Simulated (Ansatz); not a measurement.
TiGa3: the change of pressure and energy above given cell with volume ratio

All results are calculated (Ansatz 0.2.0). Plane-wave density functional theory, PAW datasets, Gaussian smearing 0.05 eV: equation of state, the given cell scaled in volume with shape and atoms relaxed at each volume.

The cell before it is scaled or strained (space group I4/mmm, No. 139):
```
TiGa3
1.0
     -1.8729     1.8729     4.3372
      1.8729    -1.8729     4.3372
      1.8729     1.8729    -4.3372
Ti Ga
1 3
Direct
  0.00000 0.00000 0.00000
  0.50000 0.50000 0.00000
  0.75000 0.25000 0.50000
  0.25000 0.75000 0.50000
```

Settings of every row: paw set soft_2; functional PBEsol; spin treatment none; moment partition spheres; spin axis none; wave cutoff 420 eV; k mesh 12x12x12; symmetry use detected.

Atom hubbard u: 0 on all atoms.

```
row  volume ratio  V (Å³/atom)  pressure (GPa)  energy above given cell (meV per atom)
  1          0.96       14.606           5.054                                    9.24
  2          0.98        14.91           2.384                                    2.22
  3             1       15.215          -0.002                                       0
  4          1.02       15.519               ?                                       ?
  5          1.04       15.823          -4.042                                    7.98
```

Question: what pressure and energy above given cell should row 4 give?

Worked fit of pressure. Take u = (V_r/V)^(2/3) − 1 with V_r = 15.062 Å³ an atom, which is twice the finite (Eulerian) strain; such expansions in the strain, on which the Birch-Murnaghan equation of state is built, carry the rest volume and the bulk modulus. The shown rows have u = 0.02071, 0.00678, -0.00672, -0.03233. Least squares give pressure = 1.1632 + 177.323 × u + 505.45 × u² GPa; a straight line predicts inner rows, each left out in turn, worse (root mean square 0.22 against 0.0094 GPa). The rows lie off it by 0.002, -0.005, 0.004, -0.001 (root mean square 0.0034 GPa). The pressure vanishes at u = -0.0067, or V = 15.21 Å³ an atom, and there the bulk modulus with shape and atoms relaxed is B = −V dP/dV = (2/3)(1 + u) dP/du = 113 GPa. The withheld row has u = -0.01973, so the fit gives 1.1632 + 177.323 × (-0.01973) + 505.45 × (-0.01973)² = -2.139 GPa.

The calculation gave -2.135 GPa. The fit lies 0.004 GPa (0.044 % of the column's range) below it; its largest miss of a shown row is 0.005 GPa.

Worked fit of energy above given cell. Take u = (V_r/V)^(2/3) − 1 with V_r = 15.062 Å³ an atom, which is twice the finite (Eulerian) strain; such expansions in the strain, on which the Birch-Murnaghan equation of state is built, carry the rest volume and the bulk modulus. The shown rows have u = 0.02071, 0.00678, -0.00672, -0.03233. Least squares give energy above given cell = 0.549 + 165.85 × u + 12241.3 × u² meV per atom; a straight line predicts inner rows, each left out in turn, worse (root mean square 5.4 against 0.033 meV per atom). The rows lie off it by 0.01, -0.02, 0.01, 0.00. Its lowest point lies at u = -0.0068, or V = 15.22 Å³ an atom, and the curvature there gives the bulk modulus with shape and atoms relaxed, B = (4/9)(1 + u)² E″(u)/V = 113 GPa. The withheld row has u = -0.01973, so the fit gives 0.549 + 165.85 × (-0.01973) + 12241.3 × (-0.01973)² = 2.04 meV per atom.

The calculation gave 2.07 meV per atom. The fit lies 0.03 meV per atom (1.4 % of the value, 0.32 % of the column's range) below it; its largest miss of a shown row is 0.02 meV per atom.
